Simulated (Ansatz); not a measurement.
# SrPd5: the change of pressure and energy above lowest point with volume scale

Results calculated with Ansatz 0.2.0, not measured. Free energy against uniform scaling of the volume at fixed shape and fractions; periodic cell, basis, potentials, k mesh and filling as listed.

The cell before it is scaled or strained (space group P6/mmm, No. 191):
```
CELL_PARAMETERS angstrom
5.40090 0.00000 0.00000
-2.70040 4.67730 0.00000
0.00000 0.00000 4.40660
ATOMIC_POSITIONS crystal
Sr 0.00000 0.00000 0.00000
Pd 0.33333 0.66667 0.00000
Pd 0.66667 0.33333 0.00000
Pd 0.50000 0.00000 0.50000
Pd 0.50000 0.50000 0.50000
Pd 0.00000 0.50000 0.50000
```

Settings of every row: functional PBEsol; dispersion none; potentials PAW; wave cutoff 462.59 eV; density cutoff 1850.4 eV; k mesh 5x5x5; k shift 0x0x0; occupations fermi dirac; smearing width 0.1 eV; spin none.

Limits: coarse k mesh, up to 40 meV an atom off.

```csv
row,volume scale,V (Å³/atom),pressure (GPa),energy above lowest point (meV/atom)
1,0.9406,17.451,5.24,10
2,0.9703,18.002,0.74,0
3,1,18.553,-2.98,4.1
4,1.0297,19.104,?,?
5,1.0594,19.655,-8.6,45.1
```

Question: what pressure and energy above lowest point should row 4 give?

Worked fit of pressure. Take u = (V_r/V)^(2/3) − 1 with V_r = 18.277 Å³ an atom, which is twice the finite (Eulerian) strain; such expansions in the strain, on which the Birch-Murnaghan equation of state is built, carry the rest volume and the bulk modulus. The shown rows have u = 0.03131, 0.01016, -0.00994, -0.0473. Least squares give pressure = −1.203 + 186 × u + 626.8 × u² GPa; a straight line predicts inner rows, each left out in turn, worse (root mean square 0.61 against 0.024 GPa). The rows lie off it by 0.00, -0.01, 0.01, 0.00. The pressure vanishes at u = 0.0063, or V = 18.1 Å³ an atom, and there the bulk modulus at fixed shape and fractions is B = −V dP/dV = (2/3)(1 + u) dP/du = 130 GPa. Letting shape and atoms relax would as a rule lower it, by much in layered, chain or molecular crystals. The withheld row has u = -0.02907, so the fit gives −1.203 + 186 × (-0.02907) + 626.8 × (-0.02907)² = -6.08 GPa.

The calculation gave -6.06 GPa. The fit lies 0.02 GPa (0.14 % of the column's range) below it; its largest miss of a shown row is 0.01 GPa.

Worked fit of energy above lowest point. Take u = (V_r/V)^(2/3) − 1 with V_r = 18.277 Å³ an atom, which is twice the finite (Eulerian) strain; such expansions in the strain, on which the Birch-Murnaghan equation of state is built, carry the rest volume and the bulk modulus. The shown rows have u = 0.03131, 0.01016, -0.00994, -0.0473. Least squares give energy above lowest point = 0.49 − 194.1 × u + 15848 × u² meV/atom; a straight line predicts inner rows, each left out in turn, worse (root mean square 15 against 0.3 meV/atom). The rows lie off it by 0.1, -0.2, 0.1, 0.0. Its lowest point lies at u = 0.0061, or V = 18.11 Å³ an atom, and the curvature there gives the bulk modulus at fixed shape and fractions, B = (4/9)(1 + u)² E″(u)/V = 126 GPa. Letting shape and atoms relax would as a rule lower it, by much in layered, chain or molecular crystals. The withheld row has u = -0.02907, so the fit gives 0.49 − 194.1 × (-0.02907) + 15848 × (-0.02907)² = 19.5 meV/atom.

The calculation gave 19.8 meV/atom. The fit lies 0.3 meV/atom (1.5 % of the value, 0.67 % of the column's range) below it; its largest miss of a shown row is 0.2 meV/atom.
